Ab initio model potential (AIMP): local Coulomb fit and spectral representation of exchange

Conventions. Hartree atomic units are used (bohr, Eh; 1 mEh = 10⁻³ Eh). Orbitals are real and spatial. The frozen unit sits at the origin, has nuclear charge Z, and holds N_c electrons in N_c/2 doubly occupied orthonormal orbitals φ_c. In a core AIMP the unit is an atomic core. In an embedding AIMP it is a whole closed-shell ion: N_c = 10, Z = 9 for F⁻ and N_c = 18, Z = 20 for Ca²⁺. The net charge is Q = Z − N_c. The operators of one orbital are

J_c(r) = ∫ φ_c(r′)² / |r − r′| d³r′,
(K_c f)(r) = φ_c(r) ∫ φ_c(r′) f(r′) / |r − r′| d³r′,

and K = Σ_c K_c. Operators give the energy of an electron, so a nucleus contributes −Z/r. The method is due to Huzinaga, Seijo, Barandiarán and Klobukowski (1987), and the embedding form to Barandiarán and Seijo (1988).

1. Statement

Premises.
P1. The φ_c are frozen and doubly occupied in every determinant of the total wave function.
P2. The active (valence or cluster) orbitals are orthogonal to the φ_c.
P3. The φ_c fill complete nl shells, φ = P_nl(r) Y_lm / r, so the frozen density ρ = 2Σφ_c² is spherical. It is bounded and decays at least exponentially. D(r) = 4πr²ρ(r) integrates to N_c, and M_j = ∫ D r^j dr.
P4. The primitives |a⟩ are linearly independent square-integrable functions centred on the unit, with overlap matrix S_ab = ⟨a|b⟩ and K_ab = ⟨a|K|b⟩.

Result A (partition). The active electrons feel

−Z/r + Σ_c (2J_c − K_c) = −Q/r + V_sr(r) − K, with V_sr = −N_c/r + 2Σ_c J_c. (1)

Result B (short range). U(r) = r V_sr(r) obeys

U(r) = −∫_r^∞ D(s) (1 − r/s) ds. (2)

It rises monotonically from U(0) = −N_c to zero, and |U(r)| never exceeds the charge lying outside r.

Result C (local fit). For any ε > 0 there are exponents a_k > 0 and coefficients C_k with

V_fit = Σ_k C_k exp(−a_k r²)/r, Σ_k C_k = −N_c, |r V_fit − U| < ε for all r. (3)

No finite fit reproduces the slope of U at the nucleus. Matrix elements over smooth functions of other centres are governed by the sum rules

Σ_k C_k / a_k^i = −M_2i / [(2i+1) i!], i = 0, 1, 2, … (4)

Result D (spectral representation). The separable operator

K_SR = Σ_ab |a⟩ (S⁻¹ K S⁻¹)_ab ⟨b| (5)

equals ΠKΠ, where Π is the orthogonal projector on the span of the primitives. It satisfies ⟨f|K_SR|g⟩ = ⟨f|K|g⟩ for all f, g in the span, and it is the only operator Σ|a⟩A_ab⟨b| that does so. For functions outside the span it is an approximation whose error has no fixed sign. It enters the Hamiltonian as −K_SR.

The complete model potential of the unit is

V_AIMP = −Q/r + V_fit − K_SR + Σ_c B_c |φ_c⟩⟨φ_c|, B_c = −2ε_c, (6)

where ε_c is the orbital energy and the last term stands in for P2.

2. Proof of A, and the projection term

By P1 every determinant contains the same frozen spin orbitals, and by P2 the Slater–Condon rules apply. Take the two-electron terms that involve one frozen and one active spin orbital. For an active pair p, q of equal spin, each spatial φ_c gives the Coulomb integral ⟨p|J_c|q⟩ twice, once for each spin of the frozen electron, and the exchange integral −⟨p|K_c|q⟩ once, for the frozen electron of parallel spin. These terms have the structure of a one-electron operator in both diagonal and single-replacement elements, and they are absent from double-replacement elements. The frozen unit therefore acts through −Z/r + Σ(2J_c − K_c) on any active wave function, correlated or not, and its internal energy is a constant. Writing Z = Q + N_c gives (1). Only −Q/r is long-ranged. In a crystal these point-charge terms are summed over the lattice by the Ewald method or an equivalent finite array, and the other terms of (6) are kept for near neighbours only.

P2 is enforced by a level shift. Let F be the Fock operator and Ω = Σ_c|φ_c⟩⟨φ_c|. The operator F − ΩF − FΩ commutes with Ω, so its eigenvectors can be chosen either inside the frozen space or orthogonal to it, and on the orthogonal complement its matrix elements are those of F. If Fφ_c = ε_cφ_c, then ΩF = FΩ = Σ ε_c|φ_c⟩⟨φ_c| and the operator becomes F + Σ(−2ε_c)|φ_c⟩⟨φ_c|. The frozen levels move from ε_c < 0 to −ε_c > 0, above the bound active levels. In a molecule or crystal the φ_c are eigenfunctions of the operator of the parent atom or embedded ion and only approximately of F, so this term is an approximation independent of those examined below.

P3 is compatible with the fluorite lattice. The crystal potential at a site expands in harmonics invariant under the site group. At F⁻ (T_d, four Ca²⁺ at tetrahedral vertices) the first non-spherical invariant has l = 3, and at Ca²⁺ (O_h, eight F⁻ at cube vertices) it has l = 4. A product of two s or p functions contains only l ≤ 2. In a one-centre s,p basis the non-spherical terms thus have vanishing matrix elements, and the self-consistently embedded ion stays spherical while its radial functions adapt to the crystal. Polarisation by d or f admixture is outside the model.

3. Proof of B

A spherical shell of charge D(s)ds at radius s gives D ds/r outside itself and D ds/s inside. Hence

2ΣJ_c(r) = (1/r) ∫_0^r D ds + ∫_r^∞ D/s ds.

Insert ∫_0^r D = N_c − ∫_r^∞ D, subtract N_c/r and multiply by r. This is (2). In the integrand 0 ≤ 1 − r/s ≤ 1 and D ≥ 0, so −∫_r^∞ D ≤ U ≤ 0: U decays at least as fast as the charge outside r. Differentiation gives

U′(r) = ∫_r^∞ D/s ds ≥ 0, U″(r) = −D(r)/r ≤ 0,

the boundary terms +D and −D cancelling in U′. U is increasing and concave. With D ≈ 4πρ(0)r² near the nucleus, two integrations give

U(r) = −N_c + V_H(0) r − (2π/3) ρ(0) r³ + …, V_H(0) = ∫ D/s ds = M_−1. (7)

The linear term is the Hartree potential at the nucleus, and the quadratic term is absent.

Moments follow by exchanging the order of integration in (2). For j ≥ 1, ∫_0^s r^(j−1) (1 − r/s) dr = s^j [1/j − 1/(j+1)], so

∫_0^∞ U r^(j−1) dr = −M_j / [j(j+1)]. (8)

The case j = 2 gives the volume integral ∫V_sr d³r = −(2π/3) M_2.

4. Proof of C

4.1 Existence. Fix any a₀ > 0 and set u = exp(−a₀r²), which maps r ∈ [0, ∞] onto u ∈ [1, 0]. By B, U is a continuous function of u on [0, 1], equal to 0 at u = 0 and −N_c at u = 1. The Weierstrass theorem supplies a polynomial p(u) within ε/4 of it. Since |p(0)| < ε/4, the polynomial p₁ = p − p(0) is within ε/2 and has no constant term. Since |p₁(1) + N_c| < ε/2, the polynomial p₂ = p₁ − [p₁(1) + N_c]u is within ε and equals −N_c at u = 1. The powers u^k are Gaussians with a_k = k a₀, and their coefficients sum to p₂(1) = −N_c. This proves (3).

The argument says nothing about efficiency. A constructive version exists for a normalised Gaussian charge (p/π)^(3/2) exp(−p r²), the building block of densities from s-type Gaussian orbitals. Equation (2) gives U = −erfc(√p r) per electron. The integral of exp(−x² − y²)/π over |y| > z equals erfc z. In polar coordinates the radial integral from z/sin θ outward is exp(−z²/sin²θ)/2 in each of four quadrants, so

erfc z = (2/π) ∫_0^(π/2) exp(−z²/sin²θ) dθ. (9)

U is thus an exact superposition of Gaussians with exponents p/sin²θ ≥ p and positive weights of unit sum. The midpoint rule with M points gives a fit with equal weights 1/M, which obeys the constraint. The integrand is monotonic in θ and lies between 0 and 1, so the error on each subinterval is at most 1/M times the variation there, and the total error is at most 1/M for every r. The exponents run to infinity as θ → 0, which shows that tight terms are needed even for a diffuse charge.

4.2 The constraint and the slope. Near the nucleus r V_fit = ΣC_k − r² ΣC_k a_k + …, a series in r². Comparison with (7) gives

V_fit − V_sr = (ΣC_k + N_c)/r − V_H(0) + O(r).

The constraint ΣC_k = −N_c removes the singular term. It makes −Q/r + V_fit behave as −Z/r, so that active orbitals see the full nuclear charge and keep the correct cusp condition. The finite remainder −V_H(0) at r = 0 cannot be removed, because no even series has a linear term. It can be confined to a region r ≲ a_max^(−1/2), whose volume shrinks as a_max^(−3/2).

4.3 Least squares. For fixed exponents and a weight w(r) ≥ 0, minimise ∫ w (Σ C_k g_k − U)² dr with g_k = exp(−a_k r²), subject to the constraint. With G_kl = ∫ w g_k g_l dr, γ_k = ∫ w g_k U dr and 1 the vector of ones, stationarity of the Lagrangian gives G C = γ − λ1, and the constraint fixes the multiplier:

C = G⁻¹(γ − λ1), λ = (N_c + 1ᵀG⁻¹γ) / (1ᵀG⁻¹1).

The exponents are then optimised in an outer non-linear loop.

4.4 Sum rules. Let n(r) = χ_μ χ_ν be an active orbital product that is smooth over the frozen unit, as for functions of a neighbouring atom. V_sr is spherical, so only the spherical average n̄(r) about the unit contributes: ⟨χ_μ|V_sr|χ_ν⟩ = 4π ∫ U r n̄ dr. Odd Taylor terms vanish in the angular average, leaving n̄ = Σ_i h_i r^(2i) with h_i = ∇^(2i) n(0)/(2i+1)!. The element is then 4π Σ_i h_i ∫U r^(2i+1) dr, a series that may be only asymptotic when D has an exponential tail. For a fit term ∫ exp(−a r²) r^(2i−1) dr = (i−1)!/(2a^i). Equating with (8) at j = 2i gives (4) for i ≥ 1, since 2i·(i−1)!/2 = i!, and i = 0 is the constraint. A fit that obeys (4) up to i = m is exact for every n̄ that is a polynomial of degree m − 1 in r².

In the variable τ = 1/a, (4) is a moment problem. M terms have 2M parameters and can match i = 0 … 2M − 1, as in Gaussian quadrature. For M = 2 and normalised moments μ_0 = 1, μ_1, μ_2, μ_3, both nodes satisfy τ² = bτ − c. Weighting this relation with w_k and with w_kτ_k and summing gives μ_2 = bμ_1 − c and μ_3 = bμ_2 − cμ_1, so that

b = (μ_3 − μ_1μ_2)/(μ_2 − μ_1²), c = bμ_1 − μ_2, w_2 = (μ_1 − τ_1)/(τ_2 − τ_1), w_1 = 1 − w_2. (10)

Real positive nodes are guaranteed when the μ_i are moments of a positive measure on τ > 0, as in (9). Otherwise they must be verified.

5. Proof of D

5.1 Projector. Define Π = Σ_ab |a⟩(S⁻¹)_ab⟨b|. S is symmetric and, by P4, positive definite, so Π exists and is self-adjoint. On a primitive, Π|e⟩ = Σ_ab |a⟩(S⁻¹)_ab S_be = |e⟩, and on a function orthogonal to all primitives Π gives zero. Π is therefore the orthogonal projector on the span. Multiplying out,

ΠKΠ = Σ |a⟩(S⁻¹)_ae ⟨e|K|f⟩ (S⁻¹)_fb ⟨b|,

which is (5).

5.2 Exactness and uniqueness. For f, g in the span Πf = f and Πg = g, so ⟨f|ΠKΠ|g⟩ = ⟨f|K|g⟩. Conversely, an operator Σ|a⟩A_ab⟨b| has the matrix S A S between primitives. Requiring S A S = K and inverting S on both sides gives A = S⁻¹KS⁻¹ and nothing else. If the primitives include all those of the atomic valence basis, an atomic calculation in that basis has exact core exchange. The four-index integrals (μc|cν) of a molecule or cluster are replaced by overlaps ⟨μ|a⟩ and the stored one-centre matrix A.

5.3 Angular structure. For a full shell n′l′ the addition theorem gives Σ_m′ Y_l′m′ Y*_l′m′ = (2l′+1) P_l′(cos γ)/(4π), and 1/|r − r′| = Σ_k r_<^k / r_>^(k+1) P_k(cos γ). The kernel depends on angles through γ only, so K commutes with rotations and acts within each l with a radial kernel independent of m, obtained as 2π∫(kernel) P_l d cos γ. Using ∫P_l P_k P_l′ d cos γ = 2 (l k l′; 0 0 0)², where the bracket is the 3j symbol, for primitives R_a(r)Y_lm/r

K_ab^(l) = Σ_n′l′ (2l′+1) Σ_k (l k l′; 0 0 0)² ∫∫ R_a(r) P_n′l′(r) [r_<^k / r_>^(k+1)] P_n′l′(s) R_b(s) dr ds.

S, K and A are block diagonal in l and m. For every l the term k = |l − l′| survives, so K acts in all angular channels. A primitive set that stops at l_max sets exchange to zero above l_max.

5.4 Functions outside the span. The Coulomb kernel has the positive Fourier transform 4π/k², so ⟨f|K_c|f⟩, the self-repulsion of the charge fφ_c, is non-negative. K and ΠKΠ are both positive semidefinite, and −K_SR is attractive like −K. Split χ = χ∥ + χ⊥ with χ∥ = Πχ. Then

⟨χ|K|χ⟩ − ⟨χ|K_SR|χ⟩ = 2⟨χ⊥|K|χ∥⟩ + ⟨χ⊥|K|χ⊥⟩. (11)

The second term is non-negative and the cross term has either sign, so K_SR is no bound on K for a given χ. Since ⟨f|K|f⟩^(1/2) is a seminorm, the triangle inequality gives |⟨χ|K|χ⟩^(1/2) − ⟨χ|K_SR|χ⟩^(1/2)| ≤ ⟨χ⊥|K|χ⊥⟩^(1/2). What matters is the residual χ⊥ where the φ_c are large, and χ⊥ may be large elsewhere.

5.5 Convergence. The squared Hilbert–Schmidt norm of K_c is ∫∫ φ_c(r)² φ_c(r′)²/|r − r′|², which Hardy's inequality bounds by 4∫|∇φ_c|². K is therefore Hilbert–Schmidt. The map X → ΠXΠ is an orthogonal projection in the Hilbert–Schmidt inner product, so K_SR is the closest operator of the form Σ|a⟩A⟨b|, with ‖K − K_SR‖² = ‖K‖² − Tr[(S⁻¹K)²]. This tends to zero as the span becomes complete, and it bounds the error of every element between normalised functions.

If the range of K lay inside the span, then ΠK = K, by symmetry KΠ = K, and K_SR = K for all functions. The primitives should therefore cover the range of K. Every Kf is a sum of φ_c times a smooth potential. For an s Gaussian φ of exponent α acting on a concentric s Gaussian of exponent b, the charge has exponent p = α + b and its potential is proportional to erf(√p r)/r = 2(p/π)^(1/2) ∫_0^1 exp(−p t² r²) dt. The image is a superposition of Gaussians with exponents from α to 2α + b. The set must span the exponents of the frozen orbitals and about twice those values, in every l that matters.

5.6 Other operators. Steps 5.1 and 5.2 use no property of K beyond finite matrix elements. The same formula represents atomic scalar-relativistic operators, such as the mass-velocity and Darwin terms of the Cowan–Griffin scheme, on the primitives of each l. For unbounded operators the norm convergence of 5.5 does not carry over, and only exactness within the span remains.

6. Range of validity

(a) P1 requires a unit that neither polarises nor exchanges charge with the active region. This suits deep cores and ionic lattices near the geometry at which the ions were generated. Induction in the frozen ions and dispersion with them are absent.
(b) The local, central form of V_sr needs the spherical density of P3. Open shells must be averaged first.
(c) V_fit is least accurate at the nucleus, by 4.2, and in the far tail whenever D decays exponentially, since a finite Gaussian sum eventually falls faster. A core AIMP, whose valence orbitals keep their nodes and enter the core, needs tight exponents. An embedding AIMP mainly needs the low sum rules (4).
(d) K_SR is exact for one-centre functions in the span. For cluster functions on other sites it carries radial and angular truncation errors given by (11). S⁻¹ appears twice, so near-linear dependence among the primitives amplifies rounding errors.
(e) The projection term is exact only for eigenfunctions of F, and the active basis must be flexible enough near the frozen unit to become orthogonal to its orbitals.
(f) All statements refer to a single-determinant frozen unit with spin-free operators. Spin–orbit coupling is a separate term.

7. Illustration: F⁻ and Ca²⁺ in CaF₂

The ion models below are minimal ones chosen so that every number can be recomputed. They are no substitute for self-consistently embedded Hartree–Fock ions. Digits are kept to compare a model potential with the exact operator of the same model.

Geometry and probe. With the approximate lattice constant 5.46 Å, the F–F distance a/2 is 5.16 bohr and the Ca–F distance √3 a/4 is 4.47 bohr, and these rounded values are used as R. The probe χ is a normalised s Gaussian of exponent β = 0.1 bohr⁻² on a cluster fluoride, a diffuse function that reaches the neighbouring embedding ions.

7.1 Coulomb part. Each shell is given the radial density of a Slater function r^(n−1) exp(−ζr), with ζ from Slater's rules (screening 0.30 within 1s, 0.35 within an sp group, 0.85 from the next inner shell, 1 from deeper ones). For F⁻, ζ = 8.7 (1s²) and 2.425 (2s²2p⁶). For Ca²⁺, ζ = 19.7, 7.925 and 8.75/3 = 2.917 (3s²3p⁶). With x = 2ζr, the density per electron is x^(2n) e^(−x)/(2n)! in the variable x, and (2) gives U = −N_shell u_n(x), with u_n = e^(−x) Σ_k (1 − k/2n) x^k/k! for k = 0 … 2n − 1:

u_1 = e^(−x) (1 + x/2)
u_2 = e^(−x) (1 + 3x/4 + x²/4 + x³/24)
u_3 = e^(−x) (1 + 5x/6 + x²/3 + x³/12 + x⁴/72 + x⁵/720)

The slope V_H(0) = Σ N_shell ζ/n is 27.1 Eh for F⁻ and 78.9 Eh for Ca²⁺. The moments per electron are (2n+j)!/(2n)! in units of (2ζ)^(−j), so (4) and (10) give nodes and weights that depend on n only, with τ in units of (2ζ)^(−2):

n   μ_1, μ_2, μ_3       τ_1      τ_2      w_1      w_2
1   4, 36, 480          2.1262   14.674   0.8507   0.1493
2   10, 168, 3600       4.9005   23.335   0.7234   0.2766
3   56/3, 504, 15840    8.0415   33.307   0.5795   0.4205

All nodes and weights are positive. With a = (2ζ)²/τ and C = −N_shell w, the fits (a in bohr⁻²) are

F⁻
a   142.4     20.63     4.800     1.008
C   −1.7013   −0.2987   −5.7870   −2.2130

Ca²⁺
a   730.1     105.8     51.26     10.77     4.231     1.022
C   −1.7013   −0.2987   −5.7870   −2.2130   −4.6357   −3.3643

The coefficients sum to −10 and −18, and ΣC/a = −M_2/3 equals −3.427 and −4.712 bohr². Unrounded parameters are used from here on. Pointwise values of U (Eh·bohr):

r (bohr)   F⁻ exact    F⁻ fit      Ca²⁺ exact   Ca²⁺ fit
0.2        −6.24       −7.04       −8.87        −9.33
1.0        −0.956      −0.855      −1.387       −1.279
2.0        −0.034      −0.039      −0.051       −0.057
3.0        −7.4×10⁻⁴   −2.5×10⁻⁴   −8.3×10⁻⁴    −3.4×10⁻⁴

At 2 bohr the short-range term is already a few hundredths of the point-charge term, for which r V = +1 (F⁻) and −2 (Ca²⁺). The fits are too deep at 0.2 bohr, where the missing slope acts, and too shallow at 3 bohr, where Gaussians fall faster than the exponential.

The spherical average of χ² about an ion at distance R is (2β/π)^(3/2) exp[−2β(r² + R²)] sinh(κr)/(κr), with κ = 4βR. For a fit term, with p = a + 2β,

⟨χ|exp(−a r²)/r|χ⟩ = (2β/π)^(3/2) exp(−2βR²) (4π/κ) [√π/(2√p)] exp(κ²/4p) erf(κ/(2√p)),

and the exact element is the radial integral of 4.4 over the u_n. The results in mEh are

             ⟨χ|V_sr|χ⟩   ⟨χ|V_fit|χ⟩
F⁻, 5.16     −2.342       −2.343
Ca²⁺, 4.47   −10.853      −10.855

Fits that miss U by about a tenth at 1 bohr reproduce these elements to 0.001 and 0.002 mEh, as the sum rules imply for a smooth probe. For scale, the point-charge element of the F⁻ neighbour, erf(√(2β) R)/R, is +194 mEh. The model ignores the overlap 0.21 between the nodeless 1s and 2s Slater functions of F⁻. Orthogonalising 2s to 1s raises M_2 by 0.9 %, which exceeds the fitting error and shifts the exact and the fitted element alike.

7.2 Exchange part, F⁻ neighbour at R = 5.16 bohr. For closed forms the frozen orbitals are replaced by single Gaussians with the ⟨r²⟩ of the Slater shell, 30/(2ζ)² = 1.275 bohr² for n = 2. An s Gaussian has ⟨r²⟩ = 3/(4α) and a p Gaussian 5/(4α), which gives 0.588 and 0.980, rounded to α = 0.6 (2s) and 1.0 (2p). K is additive over shells, and the test is made on K_2s.

The overlap of normalised s Gaussians of exponents a, b at distance R is s(a,b;R) = [2√(ab)/(a+b)]^(3/2) exp[−abR²/(a+b)]. Here σ = ⟨φ_2s|χ⟩ = 0.0598. The product χφ_2s is σ times a normalised Gaussian charge of exponent p = α + β = 0.7, displaced by d = βR/p = 0.737 bohr from the ion. Its Fourier transform is σ exp(−k²/4p) times a plane-wave phase, whose partial waves carry the weights (2l+1) j_l(kd)², with j_l the spherical Bessel functions and unit total weight. The exact element and its angular parts are

⟨χ|K_2s|χ⟩ = σ² (2/π) ∫_0^∞ exp(−k²/2p) dk = σ² (2p/π)^(1/2) = 2.38 mEh,
l-part = σ² (2/π) (2l+1) ∫_0^∞ exp(−k²/2p) j_l(kd)² dk,

equal to 2.12 mEh for l = 0 (89.0 %), 0.243 mEh for l = 1 (10.2 %) and 0.019 mEh for all l ≥ 2 (0.8 %).

For the spectral representation let p_a = a + α, σ_a = s(a,α;0) and J_ab = 2[p_a p_b/(π(p_a + p_b))]^(1/2), the repulsion of two concentric normalised Gaussian charges. For s primitives K_ab = σ_aσ_b J_ab, S_ab = s(a,b;0) and ⟨a|χ⟩ = s(a,β;R). A normalised p_z primitive is 2√a z times the s Gaussian. The factor z turns into −i k_z/(2p_a) in the Fourier transform, and the angular average k²/3 then gives K_ab = 4√(ab) σ_aσ_b J_ab/[6(p_a + p_b)]. Further S_ab = [2√(ab)/(a+b)]^(5/2) and ⟨a|χ⟩ = 2√a [βR/(a+β)] s(a,β;R). In each channel ⟨χ|K_SR|χ⟩ = cᵀKc with c = S⁻¹v and v_a = ⟨a|χ⟩. In mEh:

exponents (bohr⁻²)   s channel   p channel
0.6                  3.12        0.678
0.6, 1.2             2.35        0.356
0.3, 0.6, 1.2        2.13        0.328
exact                2.12        0.243

For the three s primitives v = (0.1094, 0.0598, 0.0333), neighbouring primitives overlap by 0.9155, and c = (0.556, −0.714, 0.289). The coefficients are several times larger than the v_a and alternate in sign, which shows the cancellation noted in 6(d). All six entries lie above the exact channel values, so here the cross term of (11) is negative and outweighs the positive one. The 3s3p set gives 2.46 mEh against 2.38 mEh. The error of +0.079 mEh, or 3.3 %, consists of +0.013 from the s channel, +0.085 from the p channel and −0.019 from the missing l ≥ 2 channels. Any element between two of these primitives, or combinations of them, is reproduced without error.

The other terms for the same probe are of similar size. For the 2p shell, χφ_2p,i = 2√α x_i σ′ times a normalised charge of exponent p′ = 1.1 displaced by d′ = βR/p′, with σ′ = s(1.0, β; R). Writing x_i relative to the displaced centre and summing over the three orbitals gives 4ασ′² (2p′/π)^(1/2) [d′² + 1/(4p′)] = 2.25 mEh. The 1s shell, with α = 19 from the same ⟨r²⟩ rule (18.9 before rounding), adds 0.05 mEh. With a typical 2s orbital energy of about −1.1 Eh, the projection term of that orbital is B σ² ≈ +7.9 mEh. Short-range Coulomb attraction, exchange and projection are all of the order of mEh at the F–F distance, and in this example the three-primitive spectral representation, at 0.079 mEh, carries a larger error than the four-term Coulomb fit, at 0.001 mEh.